Which molecules in this table can judge a functional at all?

Dipole moments of 15 small molecules, computed with PySCF 2.14.0 using the LDA, PBE, PBE0 and wB97X-D functionals and compared with measured values. All calculations use the def2-SVPD basis with density fitting, in the gas phase, at PBE0-D3(BJ)/def2-SVP geometries.

```csv
case (SMILES),measured (D),LDA less measured (D),PBE less measured (D),PBE0 less measured (D),wB97X-D less measured (D)
[Cl][Al]([Cl])[Cl],0,0.03,0.03,0.03,0.03
C[Si](C)(C)C,0,0.00,0.00,0.00,0.00
[AsH3],0.2,0.17,0.08,0.14,0.13
FC(Cl)(Cl)Cl,0.46,-0.15,-0.20,-0.13,-0.14
FS(F)(F)F,0.632,-0.63,-0.63,-0.63,-0.63
C[SiH2]C,0.75,0.06,0.05,0.03,0.02
FS(F)=S,1.03,0.07,0.02,0.12,0.13
F[Si]F,1.23,0.10,0.04,0.14,0.13
N#CC(F)(F)F,1.33,0.12,0.11,0.06,0.08
C=C(F)F,1.389,-0.20,-0.28,-0.13,-0.10
Fc1ccccc1,1.6,-0.21,-0.26,-0.12,-0.09
CF,1.847,-0.12,-0.18,-0.08,-0.04
CCF,1.96,-0.09,-0.15,-0.06,-0.03
CC(F)F,2.262,-0.06,-0.13,-0.02,0.01
F[As](F)F,2.59,-0.14,-0.17,-0.01,0.05
```

Three of them cannot. AlCl₃ and Si(CH₃)₄ have no dipole by symmetry, so any functional gets them right; the 0.03 D listed for AlCl₃ comes from a slightly uneven computed geometry. SF₄ was computed in a shape with almost no dipole, whereas the real molecule is a polar see-saw. Its four equal misses of -0.63 D therefore show a wrong structure, and the comparison rests on the other twelve molecules.

How do the misses run where C–F bonds set the dipole? In CH₃F, C₂H₅F, CH₃CHF₂, CH₂=CF₂ and fluorobenzene the computed dipole rises in the order PBE, LDA, PBE0, wB97X-D. PBE is too low in each of the five, by 0.20 D on average. With wB97X-D the average miss shrinks to about 0.05 D.

Why do the hybrids give the larger dipole? PBE0 is PBE with a quarter of its exchange replaced by exact exchange, and in CH₃F this step alone cuts the miss from -0.18 to -0.08 D. Theory offers a reason. In a semilocal functional such as PBE, an electron partly repels itself, and this false repulsion is strong in the compact orbitals of fluorine. The density relieves it by spreading towards carbon, which leaves fluorine less negative and the bond less polar. Exact exchange cancels part of the self-repulsion, so more charge stays on fluorine. The dipoles agree with this picture but do not measure the charge on fluorine, and the argument leaves open why PBE lies below LDA.

Can the effect be predicted for a molecule with two C–F bonds? If it belongs to the bond, the changes should add as vectors. From PBE to wB97X-D the dipole of CH₃F grows by $\Delta m = -0.04-(-0.18) = 0.14$ D, which is taken as the change of one C–F bond. In CH₃CHF₂ two such bonds stand at about 110°, and each contributes its part along the line that halves the angle:

$$\Delta\mu = 2\,\Delta m\cos 55^\circ \approx 1.15\times 0.14\ \text{D} \approx 0.16\ \text{D}.$$

The calculation gives 0.14 D. Besides the angle, CH₃F supplied the only input, and for the other four fluorocarbons the typical miss of this estimate is 0.02 D. Taking the change as the same percentage of each wB97X-D dipole as in CH₃F does worse, with 0.05 D; the output after the text lists both estimates. A fixed rise of 0.14 D in every molecule would miss by only about 0.03 D, however, so these rows hardly test the vector addition itself.

Why, then, does CF₃CN go the other way, with a smaller dipole from the hybrids than from PBE? The fluorines pull charge to one end of the molecule and the nitrile nitrogen pulls it to the other. The nitrile has the larger moment, so the net dipole is what remains after the CF₃ group has been subtracted. More polar C–F bonds make that remainder smaller. Three tetrahedral bonds add up to the moment of one, so the model predicts a change of -0.14 D. The computed change is only -0.03 D: the direction is right, but the size is far too large. The model keeps the nitrile moment fixed, and a nitrile that also becomes more polar would offset part of the loss. CCl₃F shows a similar weakness, since there the opposing C–Cl bonds are held fixed.

Does PBE's small miss for SiF₂ mean that it describes this molecule best? Its dipole is only 0.04 D too large, against 0.13 D for wB97X-D. Yet PBE again gives the smallest dipole of the four functionals, just as it does in the five fluorocarbons above. What differs is that here all four lie above the measured value, so the lowest result comes closest. The geometry, the small basis set and the neglect of vibration are common to all four columns and can shift them together. A small total miss can therefore hide an error in the density.

What changes when the fluorines on arsenic are replaced by hydrogens? The step from PBE to wB97X-D raises the dipole of AsF₃ by 0.22 D, but that of AsH₃ by only 0.05 D. Both molecules are pyramids whose three bonds lean to the same side, so the changes of the bonds add in each. The likely reason for the difference is the polarity of the bonds: fluorine draws much charge from arsenic, so a functional has much charge to misplace, while an As–H bond is nearly nonpolar and offers little to correct. Polarity cannot be the whole story, though: from PBE to LDA the dipole of AsH₃ rises by 0.09 D and that of AsF₃ by only 0.03 D. Relativity is left out of all these calculations, which makes their agreement with experiment less telling than the differences between functionals.

Which digits can be trusted? Over the twelve molecules even the two hybrids miss by almost 0.1 D on average, so the first decimal is uncertain by about one unit. PBE0 and wB97X-D always differ by less than 0.1 D there, too little to rank them. In a small dipole the same absolute miss weighs far more: PBE is off by 0.20 D in CCl₃F and by 0.17 D in AsF₃, which is 43% of the first measured value but only 7% of the second.

The analysis program printed:

```
Change of dipole from PBE to wB97X-D in D (factor 0 = bond model not applied):
                 row  computed  CF_factor  bond_model  same_percentage
  [Cl][Al]([Cl])[Cl]         0          0           0         0.002324
        C[Si](C)(C)C         0          0           0                0
              [AsH3]      0.05          0           0          0.02557
        FC(Cl)(Cl)Cl      0.06          1        0.14          0.02479
           FS(F)(F)F         0          0           0         0.000155
            C[SiH2]C     -0.03          0           0          0.05966
             FS(F)=S      0.11          0           0          0.08987
              F[Si]F      0.09          0           0           0.1054
         N#CC(F)(F)F     -0.03         -1       -0.14           0.1092
             C=C(F)F      0.18      1.147      0.1606          0.09987
           Fc1ccccc1      0.17          1        0.14            0.117
                  CF      0.14          1        0.14             0.14
                 CCF      0.12          1        0.14           0.1495
              CC(F)F      0.14      1.147      0.1606            0.176
           F[As](F)F      0.22          0           0           0.2045
Mean absolute miss, 12 usable rows, LDA (D): 0.1242
Mean absolute miss, 12 usable rows, PBE (D): 0.1392
Mean absolute miss, 12 usable rows, PBE0 (D): 0.08667
Mean absolute miss, 12 usable rows, wB97X-D (D): 0.07917
Mean absolute miss, 5 fluorocarbons, LDA (D): 0.136
Mean absolute miss, 5 fluorocarbons, PBE (D): 0.2
Mean absolute miss, 5 fluorocarbons, PBE0 (D): 0.082
Mean absolute miss, 5 fluorocarbons, wB97X-D (D): 0.054
Mean absolute miss, 7 other usable rows, LDA (D): 0.1157
Mean absolute miss, 7 other usable rows, PBE (D): 0.09571
Mean absolute miss, 7 other usable rows, PBE0 (D): 0.09
Mean absolute miss, 7 other usable rows, wB97X-D (D): 0.09714
Share of SF4 in the summed absolute wB97X-D misses of all 15 rows (%): 39.13
LDA miss of AsH3 (% of measured): 85
PBE miss of CCl3F (% of measured): -43.48
PBE miss of AsF3 (% of measured): -6.564
Rms miss of bond model, 4 fluorocarbons other than CH3F (D): 0.02292
Rms miss of same-percentage model, same 4 rows (D): 0.05339
Rms miss of bond model, these 4 with CCl3F and CF3CN (D): 0.0586
Rms miss of same-percentage model, same 6 rows (D): 0.07306
Largest gap between PBE0 and wB97X-D, 12 usable rows (D): 0.06
```
